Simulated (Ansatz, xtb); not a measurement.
# Two isomers of CH8BNSe

Structure I is `C[Se][BH2-][NH3+]`, a singlet and structure II is `C[NH2+][BH2-][SeH]`, a singlet. Both are isolated molecules in the gas phase, relaxed with PBE0-D3(BJ)/def2-SVP, each in the lowest conformer that the search found.

Energies in hartree; the thermal terms are from PBE0-D3(BJ)/def2-SVP harmonic frequencies (ideal gas, rigid rotor, one conformer each, 298.15 K, 1 atm) and include the zero-point energy:

```
                               I            II
E, CCSD(T)/def2-SVP  −2521.878334  −2521.881154
    E, MP2/def2-SVP  −2521.812714  −2521.813821
  E, MP2/def2-TZVPP  −2522.387323  −2522.382374
  zero-point energy      0.100105      0.099675
       H(298 K) − E      0.107979      0.106843
       G(298 K) − E      0.068662      0.069363
```

Q: Correct the CCSD(T) difference for the basis set by the MP2 change, then work out ΔE, ΔE₀, ΔH and ΔG for I → II in kJ/mol (1 Eh = 2625.50 kJ/mol) and the equilibrium ratio [II]/[I].

A: 1. Differences II − I: CCSD(T) −0.002820, MP2 in the small set −0.001107, MP2 in the large set +0.004949 Eh.
2. ΔE = −0.002820 + (+0.004949 − (−0.001107)) = +0.003236 Eh = +8.50 kJ/mol.
3. ΔE₀ = ΔE + ΔZPE = +0.003236 + (−0.000430) Eh = +7.37 kJ/mol.
4. ΔH = ΔE + (−0.001136) Eh = +5.51 kJ/mol.
5. ΔG = ΔE + (+0.000701) Eh = +10.34 kJ/mol, so ΔS = (ΔH − ΔG)/T = −16.2 J/(mol K).
6. kT = 0.9442 mEh, so K = [II]/[I] = exp(−ΔG/kT) = exp(−4.17) ≈ 0.015.

The sums favour I, but ΔE leans on the basis-set step (CCSD(T) alone has the other sign or is under 1 kcal/mol), so the order isn't settled. An error of 4 kJ/mol in ΔG would change K by a factor of 5. The basis-set step is large, which makes the value less sure. r2SCAN-D4/def2-SVP, PBE0-D3(BJ)/def2-SVP found them nearly level. GFN2-xTB, HF/def2-SVP, MP2/def2-SVP, CCSD(T)/def2-SVP gave ΔE the other sign. Mirror images and further conformers aren't counted.

As drawn, II has 1 C–N, 1 Se–H in place of 1 C–Se, 1 N–H.

Other levels gave ΔE = −29.4 (GFN2-xTB); +10.0 (HF/STO-3G, GFN2-xTB geometries); +1.2 (r2SCAN-D4/def2-SVP, GFN2-xTB geometries); −0.8 (PBE0-D3(BJ)/def2-SVP); −6.4 (HF/def2-SVP); −2.9 (MP2/def2-SVP); −7.4 (CCSD(T)/def2-SVP) kJ/mol. The correlated steps freeze 12 core orbitals; the filled d shell of Se is correlated, in a basis made for valence electrons. Programs: Ansatz 0.2.0, xtb 6.7.1.

The composite energy leans towards the selenoether I, but the more robust finding is that two opposing preferences nearly cancel. Moving the methyl group from selenium to nitrogen gives up a strong N–H bond for a weaker Se–H bond, and the C–N bond gained in place of C–Se doesn't fully repay this. Against that, methylamine is a better σ donor than ammonia towards a borane centre, which should strengthen the dative N–B bond in II.

The zero-point term slightly favours II, as expected when a stiff N–H stretch gives way to a softer Se–H one, with the stiffer C–N bond offsetting part of the gain. Entropy works the other way: I probably has the softer skeletal bends and torsions, because its methyl group sits on the long, flexible C–Se linkage. This makes the free-energy preference for I larger than the enthalpic one, though low-frequency torsions are where the harmonic model is weakest. The ratio describes equilibrium only; exchanging methyl and hydrogen between nitrogen and selenium requires breaking strong bonds, so either isomer could persist kinetically.
